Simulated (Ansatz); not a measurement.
## The polar optical mode of BN at 50 GPa, worked through

The calculation used DFT LDA, scalar-relativistic, plane waves, PAW in Ansatz. Plane waves to 420 eV; Γ-centred k mesh 12×12×12; fixed occupations. No spin polarisation. Phonons by linear response, acoustic sum rule imposed.

The cell, relaxed at 50 GPa:
```cif
data_structure
_symmetry_space_group_name_H-M 'F-43m'
_symmetry_Int_Tables_number 216
_cell_length_a 3.4595
_cell_length_b 3.4595
_cell_length_c 3.4595
_cell_angle_alpha 90.000
_cell_angle_beta 90.000
_cell_angle_gamma 90.000
_cell_volume 41.40
loop_
_atom_site_label
_atom_site_type_symbol
_atom_site_symmetry_multiplicity
_atom_site_Wyckoff_symbol
_atom_site_fract_x
_atom_site_fract_y
_atom_site_fract_z
_atom_site_occupancy
B1 B 4 a 0.00000 0.00000 0.00000 1
N1 N 4 c 0.25000 0.25000 0.25000 1
```

Other phases may be more stable at this pressure.

Linear response gives ν_TO = 1210.2 cm⁻¹, Born charges ±1.829 e (positive on B) and ε∞ = 4.487. The primitive cell holds 10.351 Å³, and the masses are 10.810 and 14.007 amu.

Q: Find ν_LO and the static dielectric constant.

A: The long-wave field adds a restoring force: ω_LO² − ω_TO² = Z*²e²/(ε_vac ε∞ μV). In these units ν_LO² − ν_TO² = 4.92064×10⁷ Z*²/(μ V ε∞) cm⁻², with μ = m₁m₂/(m₁ + m₂) = 6.101 amu: 580671 cm⁻². So ν_LO = √(1210.2² + 580671) = 1430.1 cm⁻¹, and the run gives 1430.2. Lyddane–Sachs–Teller then gives ε0 = ε∞ (ν_LO/ν_TO)² = 6.27, against 6.27 in the run (it forms both from the same three quantities, so the match checks the arithmetic only). Between ν_TO and ν_LO the dielectric function is negative and an undamped crystal reflects fully: a reststrahlen band from 7.0 to 8.3 μm.

Q: What do the Clausius–Mossotti polarisability and the Szigeti charge come to?

A: With the Lorentz local field, α = (3V/4π)(ε∞ − 1)/(ε∞ + 2) = 1.33 Å³ for the pair, and e_S = 3Z*/(ε∞ + 2) = 0.85 e. The Born charge includes the electrons' response to the dipole's own local field, and e_S takes that enhancement out. The Lorentz field assumes point-like polarisable ions, a poor picture once ε∞ is this large, since the electron clouds then overlap or are shared, so both numbers are formal here.

Q: How strongly does a slow electron couple to the LO mode?

A: For one isotropic parabolic band, Fröhlich's constant is α_F = (1/ε∞ − 1/ε0) √(m* Ry/ħω_LO), with Ry = 13.606 eV, ħω_LO = 177.3 meV and m* in free-electron masses: α_F = 0.0633 × 8.76 × √m* = 0.55 √m*. The band mass isn't part of this run; for m* = 0.1, 0.3 and 1 it gives 0.18, 0.30, 0.55. In weak coupling the polaron lies α_F ħω_LO below the band edge (54 meV at m* = 0.3) with a mass m*(1 + α_F/6); past α_F of about 5 or 6 that expansion fails. A semilocal functional's ε∞ tends to be too large, which taken alone lowers α_F.

Cost: 1 run of about 0.32 core-minutes, on Arm Neoverse N1 (shared hosts).

Cubic BN comes out here as a stiff, mainly covalent crystal with a clearly polar bond. Nitrogen's greater electronegativity makes the bonding electrons follow the atoms unevenly, and the resulting Born charge of 1.829 e is enough to lift the LO mode well above the TO mode. Even so, the lattice raises the dielectric constant only from 4.487 to 6.27, because short, strong sp³ bonds let the sublattices move little in a static field. The light atoms help to put the modes at high frequency, but they don't explain the weak static response: at fixed force constants and charges, the mass cancels from the ionic part of ε0. The same stiffness keeps the Fröhlich coupling weak for all the band masses tried, since little ionic screening is left to follow a slow carrier. The Born charge is a dynamical quantity and shouldn't be read as the charge residing on boron. With only one pressure computed, the results don't show how much of the stiffness, or of the LO–TO splitting, comes from compression.
